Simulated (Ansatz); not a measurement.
La₃SnC: the change of energy above lowest point with volume scale

Free energy against uniform scaling of the volume at fixed shape and fractions; periodic cell, basis, potentials, k mesh and filling as listed. The results are calculated, by Ansatz 0.2.0.

The cell before it is scaled or strained (space group Pm-3m, No. 221):
```
La3SnC
1.0
      5.2203     0.0000     0.0000
      0.0000     5.2203     0.0000
      0.0000     0.0000     5.2203
La Sn C
3 1 1
Direct
  0.50000 0.00000 0.00000
  0.00000 0.50000 0.00000
  0.00000 0.00000 0.50000
  0.50000 0.50000 0.50000
  0.00000 0.00000 0.00000
```

Settings of every row: functional PBEsol; dispersion none; potentials PAW; wave cutoff 500 eV; density cutoff 2000 eV; k mesh 5x5x5; k shift 0x0x0; occupations fermi dirac; smearing width 0.1 eV; spin none.

Limits: coarse k mesh, up to 40 meV an atom off; the cell comes from a prototype or a list of computed structures and needn't be the stable phase.

```
row  volume scale  V (Å³/atom)  energy above lowest point (meV/atom)
  1           0.9       25.607                                  21.7
  2         0.925       26.318                                   6.4
  3          0.95        27.03                                     0
  4         0.975       27.741                                     ?
  5             1       28.452                                    10
  6         1.025       29.164                                  24.7
  7          1.05       29.875                                  44.9
  8         1.075       30.586                                    70
  9           1.1       31.297                                  99.4
```

Question: what energy above lowest point should row 4 give?

Worked fit of energy above lowest point. Take u = (V_r/V)^(2/3) − 1 with V_r = 28.808 Å³ an atom, which is twice the finite (Eulerian) strain; such expansions in the strain, on which the Birch-Murnaghan equation of state is built, carry the rest volume and the bulk modulus. The shown rows have u = 0.08169, 0.06212, 0.04339, 0.00832, -0.00815, -0.02395, -0.03914, -0.05375. Least squares give energy above lowest point = 16.62 − 895 × u + 11890 × u² − 2119 × u³ meV/atom; a parabola predicts inner rows, each left out in turn, worse (root mean square 0.16 against 0.0072 meV/atom). All shown rows lie on it to the printed digit. Its lowest point lies at u = 0.0380, or V = 27.24 Å³ an atom, and the curvature there gives the bulk modulus at fixed shape and fractions, B = (4/9)(1 + u)² E″(u)/V = 65.6 GPa. The withheld row has u = 0.02548, so the fit gives 16.62 − 895 × (0.02548) + 11890 × (0.02548)² − 2119 × (0.02548)³ = 1.5 meV/atom.

The calculation gave 1.5 meV/atom. The fit meets it to the printed digit.
